**Where does the pull of stretched yttrium go?**

A metal that is stretched evenly in all directions pulls back, and this tension appears as a negative pressure. The table follows three crystal structures of yttrium from compression into tension, computed with a meta-GGA density functional.

Yttrium in three crystal structures, each relaxed cell scaled uniformly, computed with Ansatz 0.2.0 (m-r2SCAN, plane-wave PAW, 500 eV cutoff, scalar-relativistic, ferromagnetic start). Energies are extrapolated to zero smearing and count from the unscaled cell; pressures, positive in compression, include the entropy term of the 0.05 eV Fermi-Dirac smearing.

```csv
volume scale,"energy change, fcc (meV/atom)","pressure, fcc (GPa)","largest site moment, fcc (μB)","energy change, omega (AlB2-type) (meV/atom)","pressure, omega (AlB2-type) (GPa)","largest site moment, omega (AlB2-type) (μB)","energy change, bcc (meV/atom)","pressure, bcc (GPa)","largest site moment, bcc (μB)"
0.88,65.2,5.83,0.00,69.5,6.11,0.17,68.1,5.75,0.26
0.92,27.0,3.56,0.00,29.2,3.74,0.21,28.8,3.54,0.29
0.96,6.2,1.64,0.00,7.0,1.73,0.24,7.0,1.64,0.30
1,0.0,0.03,0.00,0.0,0.03,0.28,0.0,0.05,0.33
1.04,6.0,-1.34,0.00,6.1,-1.43,0.31,5.1,-1.33,0.35
1.08,22.5,-2.51,0.00,23.3,-2.67,0.33,21.5,-2.60,0.36
1.12,46.7,-3.36,0.21,49.8,-3.72,0.36,48.2,-3.73,0.37
```

From volume scale 1.04 to 1.08 the tension of the fcc crystal grows by 1.17 GPa. The next step, equally large in volume, adds only 0.85 GPa. Three explanations suggest themselves: the ordinary softening of a stretched metal, the electronic smearing used in the calculation, and the magnetic moment that appears in the last fcc row.

**(a) How much of the drop is ordinary softening?**

*Solution.* Softening is the tempting answer, because it is at work in all three structures. The bonding of a metal comes from electrons shared between neighbouring atoms, and this sharing fades as the atoms move apart. Each further step of expansion therefore lowers the pressure by less than the one before. The table shows this for every step in fcc, omega and bcc, so a shrinking step by itself needs no special cause.

The question is whether the last fcc step shrinks more than a smooth fading of the bonds allows. Let $x$ be the volume scale and $t=x^{-2/3}-1$, a measure of strain that is zero in the unscaled cell. If the energy is a cubic polynomial in $t$, its slope with volume gives the pressure

$$P=x^{-5/3}\,(a+bt+ct^2).$$

This is the third-order Birch–Murnaghan equation. Its three constants were fitted to the six fcc rows up to scale 1.08, all non-magnetic. The row at 1.12 took no part, since its magnetic state is different. There $t=-0.0728$ and $x^{-5/3}=0.828$, so that with the fitted constants, in GPa,

$$P=0.828\,\left[0.026+55.74\,(-0.0728)-34.68\,(-0.0728)^2\right]\approx-3.49.$$

The full calculation gives −3.36 GPa, a tension about 4% weaker than the curve predicts. On the smooth curve the last step would have been 0.98 GPa. Ordinary softening thus covers about 60% of the drop from one step to the next and leaves the rest open.

Such a remainder means something only if the curve can be trusted one step beyond its data. A second fit, to the fcc rows up to 1.04 only, predicts the still non-magnetic row at 1.08 to within 0.02 GPa. For non-magnetic fcc, then, the extrapolation works well over one step. The analysis printed below gives both fits and those for the other structures.

**(b) Can the smearing account for the rest?**

*Solution.* In the calculation the electrons are spread over levels near the Fermi energy, much as heat would spread them. This spreading carries an entropy, and the entropy term enters the pressure. If the term grows with volume, the crystal gains by expanding, which adds an outward push and weakens the tension. A sudden rise of this push could imitate the break.

The same runs show the opposite. Up to scale 1.08 the entropy term of fcc grows steadily and supplies a net outward push of 0.05 to 0.07 GPa. Over the last step it stays nearly constant, and the push, averaged over that step, vanishes. This change alone would make the tension stronger.

The energies offer a second view, because they are extrapolated to zero smearing. In the stretched crystals of the table each energy step is larger than the one before, and the amount by which it grows measures the stiffness. For fcc this growth falls from 10.5 to 7.7 meV per atom at the end, by about a quarter; in omega and bcc it falls by a smaller fraction. The break is therefore present in the energy itself, and the entropy term doesn't explain it. Whether another smearing width would shift the volume at which the moment appears isn't tested here.

**(c) Does the magnetic moment explain it, and how firmly?**

*Solution.* A metal becomes magnetic when aligning some of its electron spins pays. Alignment lowers the energy through exchange, but it forces electrons into higher levels of the band. When many levels lie close to the Fermi energy, the cost is small. Expansion helps, because d orbitals that overlap less form a narrower band with its levels packed more densely. Beyond some volume the gain can exceed the cost; this is the Stoner picture.

The fcc rows fit this picture. All were started with a moment, and up to scale 1.08 all lost it; at 1.12 a site moment of 0.21 μB survives. The entropy term, a rough gauge of how densely the levels lie at the Fermi energy, rises by 46% from scale 0.88 to 1.08. In these runs the onset lies between the last two rows, though one kind of start can't exclude other magnetic solutions at smaller volumes.

The link to the pressure follows from energy slopes. Let $g(V)$ be the energy that the crystal gains by becoming magnetic, at volume $V$ per atom. The magnetic energy is the non-magnetic one less $g$, and since pressure is minus the slope of energy with volume,

$$P_\text{magnetic}=P_\text{non-magnetic}+\frac{dg}{dV}.$$

Just beyond the onset $g$ grows from zero as the crystal expands, so its slope is positive. Stretching now earns back some of the energy it costs, and the crystal pulls less hard. What weakens the tension is the growth of the magnetic gain with volume, not the mere presence of a moment.

This distinction explains why omega is a useful comparison. It carries moments in every row, and the largest site moment grows gradually from 0.17 to 0.36 μB. Its magnetic gain can therefore vary smoothly and become part of the ordinary curve. Fitted to the same range of scales, omega meets its predicted pressure at 1.12 to within 0.01 GPa: it has moments but no onset, and it shows no break. Its cell was scaled without relaxing its shape, so these pressures are averages over stresses that differ between directions.

The bcc crystal calls for caution. It too is magnetic throughout, yet at 1.12 it misses its curve by 0.12 GPa, almost as much as fcc, though towards stronger tension. Its pressures also follow the smooth form less closely within the fitted range, so the extrapolation is less reliable there. Still, a miss of this size can arise without the onset of a moment.

The numbers thus reject the entropy of the smearing as the direct cause, and they indicate that smooth softening alone falls short in fcc. The moment accounts for the sign of the remainder and for the place where it appears, but the case rests on a single magnetic fcc row. A calculation at scale 1.12 with the moment held at zero would decide: if the moment is the cause, the pressure should return to about −3.49 GPa.

Even then the break would belong to the calculated metal first. Real yttrium is hexagonal close-packed, a structure not in the table, and has no magnetic order; SCAN and its close relatives, to which this functional belongs, tend to make metals too magnetic. Anyone who takes elastic data from such a curve should look at the moments before fitting a single equation of state through all its points.

Output of the analysis:

```
fit of pressure_fcc on 6 rows (volume_scale < 1.1): coefficient of w 0.02585 +/- 0.0031, coefficient of wt 55.74 +/- 0.07, coefficient of wtt -34.68 +/- 1.1; rms 0.00394, worst 0.96 0.00552, leave-one-out rms 0.00996
  rows outside the fit (model, value, miss): 1.12 -3.489, -3.36, -0.129
fit of pressure_omega_AlB2_type_ on 6 rows (volume_scale < 1.1): coefficient of w 0.02388 +/- 0.0026, coefficient of wt 59 +/- 0.059, coefficient of wtt -42.47 +/- 0.95; rms 0.0033, worst 1.0 -0.00612, leave-one-out rms 0.00899
  rows outside the fit (model, value, miss): 1.12 -3.721, -3.72, -0.000609
fit of pressure_bcc on 6 rows (volume_scale < 1.1): coefficient of w 0.03525 +/- 0.018, coefficient of wt 56.51 +/- 0.4, coefficient of wtt -53.54 +/- 6.5; rms 0.0225, worst 1.04 -0.0365, leave-one-out rms 0.0631
  rows outside the fit (model, value, miss): 1.12 -3.61, -3.73, 0.12
fit of pressure_fcc on 5 rows (volume_scale < 1.06): coefficient of w 0.0269 +/- 0.002, coefficient of wt 55.58 +/- 0.082, coefficient of wtt -32.84 +/- 1.1; rms 0.00223, worst 0.96 0.0034, leave-one-out rms 0.00493
  rows outside the fit (model, value, miss): 1.08 -2.494, -2.51, 0.0163; 1.12 -3.47, -3.36, -0.11
Steps from the row before (pressure fall in GPa; growth of the energy step in meV/atom; entropy part of the fcc pressure in GPa):
   row  fall fcc  fall omega  fall bcc  growth fcc  growth omega  growth bcc  entropy part fcc
  0.92      2.27        2.37      2.21         n/a           n/a         n/a           0.05752
  0.96      1.92        2.01       1.9        17.4          18.1        17.5           0.06682
   1.0      1.61         1.7      1.59        14.6          15.2        14.8           0.06416
  1.04      1.37        1.46      1.38        12.2          13.1        12.1           0.05336
  1.08      1.17        1.24      1.27        10.5          11.1        11.3           0.05444
  1.12      0.85        1.05      1.13         7.7           9.3        10.3          -0.00163
last pressure step against the one before, fcc (%): 72.65
last pressure step against the one before, omega (%): 84.68
last pressure step against the one before, bcc (%): 88.98
last fcc pressure step expected from the smooth non-magnetic curve (GPa): 0.9788
share of the shrinkage of the last fcc step that the smooth curve covers (%): 59.76
rise of the fcc entropy term from scale 0.88 to 1.08 (%): 46
```
